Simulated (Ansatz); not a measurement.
A series in volume scale on HfC

Results calculated with Ansatz 0.2.0, not measured. Free energy against uniform scaling of the volume at fixed shape and fractions; periodic cell, basis, potentials, k mesh and filling as listed.

The cell before it is scaled or strained (space group P6_3/mmc, No. 194):
```
cell vectors (Å)
   3.3429     0.0000     0.0000
  -1.6714     2.8950     0.0000
   0.0000     0.0000     5.2027
atoms (fractions of the cell vectors)
Hf  0.66667  0.33333  0.75000
Hf  0.33333  0.66667  0.25000
C   0.00000  0.00000  0.00000
C   0.00000  0.00000  0.50000
```

Settings of every row: functional r2SCAN; dispersion none; potentials PAW; wave cutoff 653.07 eV; density cutoff 2612.3 eV; k mesh 8x8x5; k shift 0x0x0; occupations fermi dirac; smearing width 0.1 eV; spin none.

Limits: coarse k mesh, up to 40 meV an atom off; no spin-orbit coupling, which can matter with elements this heavy; the cell comes from a prototype or a list of computed structures and needn't be the stable phase.

```
row  volume scale  V (Å³/atom)  pressure (GPa)  energy above lowest point (meV/atom)
  1          0.92       11.581               ?                                     ?
  2        0.9467       11.917           11.44                                  16.9
  3        0.9733       12.251            3.88                                   1.1
  4             1       12.588           -2.72                                     0
  5        1.0267       12.924            -8.5                                  11.9
  6        1.0533       13.258          -13.55                                  35.1
  7          1.08       13.595          -17.97                                  68.2
```

Question: what pressure and energy above lowest point should row 1 give?

Worked fit of pressure. Take u = (V_r/V)^(2/3) − 1 with V_r = 12.756 Å³ an atom, which is twice the finite (Eulerian) strain; such expansions in the strain, on which the Birch-Murnaghan equation of state is built, carry the rest volume and the bulk modulus. The shown rows have u = 0.0464, 0.0273, 0.00888, -0.00868, -0.0254, -0.04158. Least squares give pressure = −5.723 + 329.86 × u + 853.9 × u² GPa; a straight line predicts inner rows, each left out in turn, worse (root mean square 0.63 against 0.033 GPa). The rows lie off it by 0.02, -0.04, 0.01, 0.02, 0.00, -0.01. The pressure vanishes at u = 0.0166, or V = 12.44 Å³ an atom, and there the bulk modulus at fixed shape and fractions is B = −V dP/dV = (2/3)(1 + u) dP/du = 243 GPa. Letting shape and atoms relax would as a rule lower it, by much in layered, chain or molecular crystals. The withheld row has u = 0.06654, so the fit gives −5.723 + 329.86 × (0.06654) + 853.9 × (0.06654)² = 20.01 GPa.

The calculation gave 20.1 GPa. The fit lies 0.09 GPa (0.24 % of the column's range) below it; its largest miss of a shown row is 0.04 GPa. This row lies beyond the range of the fit.

Worked fit of energy above lowest point. Take u = (V_r/V)^(2/3) − 1 with V_r = 12.756 Å³ an atom, which is twice the finite (Eulerian) strain; such expansions in the strain, on which the Birch-Murnaghan equation of state is built, carry the rest volume and the bulk modulus. The shown rows have u = 0.0464, 0.0273, 0.00888, -0.00868, -0.0254, -0.04158. Least squares give energy above lowest point = 4.47 − 682.4 × u + 20476 × u² meV/atom; a straight line predicts inner rows, each left out in turn, worse (root mean square 15 against 0.072 meV/atom). The rows lie off it by 0.0, 0.0, 0.0, 0.0, 0.1, 0.0. Its lowest point lies at u = 0.0167, or V = 12.44 Å³ an atom, and the curvature there gives the bulk modulus at fixed shape and fractions, B = (4/9)(1 + u)² E″(u)/V = 242 GPa. Letting shape and atoms relax would as a rule lower it, by much in layered, chain or molecular crystals. The withheld row has u = 0.06654, so the fit gives 4.47 − 682.4 × (0.06654) + 20476 × (0.06654)² = 49.7 meV/atom.

The calculation gave 49.8 meV/atom. The fit lies 0.1 meV/atom (0.15 % of the column's range) below it, one unit of the last digit. This row lies beyond the range of the fit.
